**Q:** I grow diamond layers for electronic devices, and I have been handed this list of electron energies. Some filled levels sink more than twice as far along one line as along the other. The lowest empty level goes up on one line and dips on the other. How do I read it?

DFTK 0.8.2 calculation of diamond (two-atom cell) with the PBE functional, scalar-relativistic PseudoDojo 0.4.1 standard norm-conserving pseudopotentials, a 1115.67 eV plane-wave cutoff and a 13×13×13 k mesh, without spin polarisation or spin–orbit coupling. Levels are numbered outward from the gap, with energies relative to the valence top; the third k-point coordinate is 0.

| point a (reciprocal cell vector) | point b (reciprocal cell vector) | level under 4 (eV) | level under 3 (eV) | level under 2 (eV) | level under 1 (eV) | level over 1 (eV) | level over 2 (eV) |
| --- | --- | --- | --- | --- | --- | --- | --- |
| 0.0000 | 0.0000 | -21.489 | 0.000 | 0.000 | 0.000 | 5.624 | 5.624 |
| 0.2308 | 0.0000 | -20.026 | -5.939 | -1.594 | -1.594 | 7.657 | 7.657 |
| 0.4615 | 0.0000 | -16.067 | -12.966 | -2.786 | -2.786 | 8.512 | 8.512 |
| 0.1538 | 0.1538 | -20.618 | -2.317 | -2.317 | -1.941 | 5.048 | 8.675 |
| 0.2308 | 0.2308 | -19.540 | -3.952 | -3.800 | -3.800 | 4.589 | 10.935 |
| 0.3077 | 0.3077 | -18.052 | -6.339 | -5.003 | -5.003 | 4.262 | 8.528 |
| 0.4615 | 0.4615 | -13.980 | -11.521 | -6.263 | -6.263 | 4.505 | 5.273 |

**A:** Point a and point b fix the wave vector, which says how the phase of an electron wave changes from cell to cell. I number the points by the rows of the table. Point 1 is Γ, where there is no change at all. Points 2 and 3 lead from there towards L, along the direction of a bond. Points 4 to 7 lead towards X, along a cube edge. L would have point a at 0.5 and point b at zero, and X has both at 0.5, so points 3 and 7 stop just short.

Energies count from the top of the filled levels. The columns sort them by height, so a column may pass from one band to another. The safest thread is the filled level that occurs twice at the same energy. It sinks to −2.786 eV at point 3, but to −6.263 eV at point 7.

**Q:** X is further from Γ than L is. Could the difference be just distance?

**A:** Compare points 2 and 4. Point 4 is the closer of the two to Γ, yet its twofold level lies deeper, at −2.317 eV against −1.594 eV. Direction therefore matters.

The lowest filled level makes a useful contrast. It is built mainly from s orbitals, which are round. On both lines it climbs by 0.72 to 0.78 of what a free electron would gain over the same distance. The strong dependence on direction belongs to the p orbitals.

**Q:** What does a p orbital notice about the direction?

**A:** It notices which of its four neighbours are in step. Take two p orbitals on neighbouring atoms, both pointing along the same cube edge. The bond runs obliquely between them, so they meet partly head-on and partly side by side. These two contributions have opposite signs and partly cancel, which leaves a weak coupling. If the two orbitals point along different cube edges, the contributions help each other, and the coupling is strong.

At Γ all four neighbours are in step. The weak coupling of like orbitals then adds up over the four bonds. The strong coupling of unlike orbitals is positive on two bonds and negative on the other two, so it vanishes. The top of the filled levels sits at Γ because the bonding there rests on the weak coupling alone.

**Q:** And when I move away from Γ?

**A:** The neighbours fall out of step, and the line decides how. Along a cube edge, two neighbours lie ahead and two behind, and at X the two groups have opposite phase. The twofold level is made from the two p orbitals that lie across the line. Between these two, the minus signs of the strong coupling are undone at X, and it acts in full while the weak one drops out. Along a bond, one neighbour lies ahead and three behind. At L only that one is reversed, and the strong coupling is only half released.

This can be put into numbers. Let A be the total coupling of like orbitals and B that of unlike ones. The net coupling V is A at Γ, (A + B)/2 at L and B at X. A filled bonding level lies V below the energy of the p orbitals, and its empty partner lies V above. Compared with Γ, the filled pair should therefore sink by B − A at X and by half as much at L.

**Q:** Where do A and B come from, and does it work between the end points?

**A:** At Γ the bonding and antibonding p levels lie at 0 and 5.624 eV. Half their separation is A, 2.81 eV, and this is also the height of the p orbitals above our zero. Writing u for point a, the net coupling towards X is

V = √(A² cos² πu + B² sin² πu).

The squares add because the two couplings are a quarter of a wave out of phase. I chose B so that the formula meets the filled pair at point 7, which gives 9.14 eV.

Now try point 6, which played no part in that choice. With u = 0.3077, cos² πu is 0.32 and sin² πu is 0.68. V² is then 0.32 × 2.81² + 0.68 × 9.14², or about 59 eV², so V is about 7.7 eV. The pair should lie at 2.8 − 7.7 = −4.9 eV, and the full calculation has −5.003 eV.

**Q:** That is still the line on which you set B. What about the other one?

**A:** That is the harder test. Towards L the same two numbers enter as

V = ¼ |3A + B + (A − B)q|,

where q = exp(2πiu) is the phase of the single forward neighbour relative to the other three. At point 3 this puts the pair at −3.13 eV, about 0.3 eV too deep, which is the largest miss for this pair on either line. So a model set at Γ and near X gets the shallow descent towards L right, though not to the last tenths.

It also explains the rise of the lowest empty level towards L. On that line this level is the antibonding partner of the filled pair, and the coupling that pushes one down pushes the other up. The calculated values climb from 5.624 eV at Γ to 8.512 eV at point 3. The model follows them to within 0.4 eV.

**Q:** Point 4 looks odd. There the twofold level is not the highest filled one, but the second and third.

**A:** Two bands cross between points 4 and 5. Besides the pair there is a single level, made from the p orbital that points along the line. At point 4 it lies above the pair, at −1.941 eV, and at point 5 it lies below. Interpolation puts the crossing about 0.42 of the way from Γ to X. The bands can cross freely, since orbitals along the line and across it have different symmetry and do not mix.

The weakening of the like-orbital coupling lifts both alike at first, so the difference lies in what pushes them down. The pair is pushed by empty p levels, which at Γ lie 5.624 eV above it. The single level is pushed by an empty antibonding s level, which starts 13.3 eV above it, and so it sinks more slowly at first. But that s level comes down on the way to X, the push grows, and the single level overtakes the pair. With one s–p coupling set at point 7, and the heights of the bonding and antibonding s levels at Γ taken from the same calculation, the orbital model reproduces the single level to about 0.05 eV at points 4 to 6.

Towards L the single level runs below the pair from the start and falls to −12.966 eV at point 3. On that line its p orbital points straight at one neighbour. This head-on bond acts at Γ too, but there the other three neighbours work against it. Towards L they fall out of step with it and stop opposing it. Mixing with the antibonding s level, which symmetry forbids at Γ, then pushes the single level down further. This is what the orbital model leads one to expect; I did not fit this level towards L.

**Q:** Then the model should also give me the dip in the lowest empty level towards X.

**A:** There it fails badly. It puts that level 1.4 eV too high at point 4 and 6.4 eV too high at point 7. A set of one s and three p orbitals per atom has no level of the same symmetry above this band to push it down. Higher orbitals probably do so in the real crystal. This calculation contains their effect but does not single it out.

Where the bottom lies is another matter, and here symmetry helps. Diamond has two equivalent atoms in its cell, and a reflection combined with a shift exchanges them. As a result, single bands must meet in twos at X. The values 4.505 and 5.273 eV at point 7 are two stretches of one band, one just before X and the other just beyond it. A band that climbs as it passes through X must have its bottom before X.

**Q:** Can you show that from the numbers, or is it only an argument?

**A:** There is a good check. Place 5.273 eV as far beyond X as point 7 lies before it, and draw a cubic curve through this value and the lowest empty levels at points 5, 6 and 7. Halfway between points 6 and 7 the curve passes through 4.201 eV. The lowest empty level on the whole calculated mesh is 4.200 eV. If the band turned back at X like a reflection in a mirror, the same construction would give 4.329 eV.

The agreement speaks for a band that runs on through X, and it suggests that the mesh minimum lies at that halfway position. The curve itself bottoms out about 0.72 of the way to X. That place is an interpolation, so I would trust it to a few hundredths at best.

The second empty column looks irregular for a related reason. At point 4 it holds a rising twofold level, and by point 7 it holds the single band coming down to X. Its peak of 10.935 eV at point 5 marks the exchange between them and is not the top of one band.

**Q:** What does the position of this valley change in a device?

**A:** A cube has six equivalent directions from Γ to an X point, so electrons in a diamond channel have six equivalent valleys to occupy. Strain along one cube edge makes them unequal and shifts electrons from some to others. The holes collect at Γ, so in a perfect crystal an electron and a hole need a lattice vibration to make up the difference in wave vector when they emit light. That makes diamond a weak emitter at its band edge.

The size of the gap should not go into a barrier or leakage estimate. This density functional gives 4.2 eV, while the measured gap is roughly 5.5 eV, a recalled value. The atoms are held still here, and their zero-point motion would narrow the calculated gap further. It therefore cannot account for the shortfall, which is the familiar one of such functionals.

**Q:** If I moved to silicon or to cubic boron nitride, what should I expect?

**A:** Ask first whether the two atoms in the cell are still equivalent. In silicon they are, so the bands still meet at X, and the valley again lies inside the line. In cubic boron nitride they differ, and no operation exchanges them. The two branches then separate at X and become flat there, so the bottom can settle at X itself, which is where it is known to lie. The filled p pair follows the neighbours' phases in all three crystals, and so it sinks further towards X than towards L.
